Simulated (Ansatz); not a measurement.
YHg2: pressure against volume per atom

Periodic Kohn-Sham DFT of a crystal at fixed atoms; pressure and stress are positive in compression; the energy is the free energy less that of spherical unpolarised free atoms; site moments are those in the method's own spheres, positive along +z. The results are calculated, by Ansatz 0.2.0.

Cell of the first row (space group P6/mmm, No. 191):
```
CELL_PARAMETERS angstrom
4.70650 0.00000 0.00000
-2.35330 4.07600 0.00000
0.00000 0.00000 3.48820
ATOMIC_POSITIONS crystal
Y 0.00000 0.00000 0.00000
Hg 0.33333 0.66667 0.50000
Hg 0.66667 0.33333 0.50000
```

Settings of every row: method all-electron PAW; functional PBEsol; relativity scalar; k mesh 10x10x12; filling fermi-dirac; smearing width 0.03 eV; nucleus gaussian.

Atom start moment: 0 on all atoms.

Limits: no spin-orbit coupling on heavy atoms.

```
row  volume per atom (Å³)  pressure (GPa)
  1                22.305           4.218
  2                23.003           1.273
  3                23.235               ?
  4                  23.7          -1.176
  5                24.629          -3.797
```

Question: what pressure should row 3 give?

Worked fit of pressure. Take u = (V_r/V)^(2/3) − 1 with V_r = 23.352 Å³ an atom, which is twice the finite (Eulerian) strain; such expansions in the strain, on which the Birch-Murnaghan equation of state is built, carry the rest volume and the bulk modulus. The shown rows have u = 0.03105, 0.01009, -0.00981, -0.03487. Least squares give pressure = −0.0101 + 123.164 × u + 418.08 × u² GPa; a straight line predicts inner rows, each left out in turn, worse (root mean square 0.29 against 0.0047 GPa). The rows lie off it by 0.001, -0.002, 0.002, -0.001. The pressure vanishes at u = 0.0001, or V = 23.35 Å³ an atom, and there the bulk modulus at fixed shape and fractions is B = −V dP/dV = (2/3)(1 + u) dP/du = 82.2 GPa. Letting shape and atoms relax would as a rule lower it, by much in layered, chain or molecular crystals. The withheld row has u = 0.00335, so the fit gives −0.0101 + 123.164 × (0.00335) + 418.08 × (0.00335)² = 0.407 GPa.

The calculation gave 0.405 GPa. The fit lies 0.002 GPa (0.025 % of the column's range) above it; its largest miss of a shown row is 0.002 GPa.
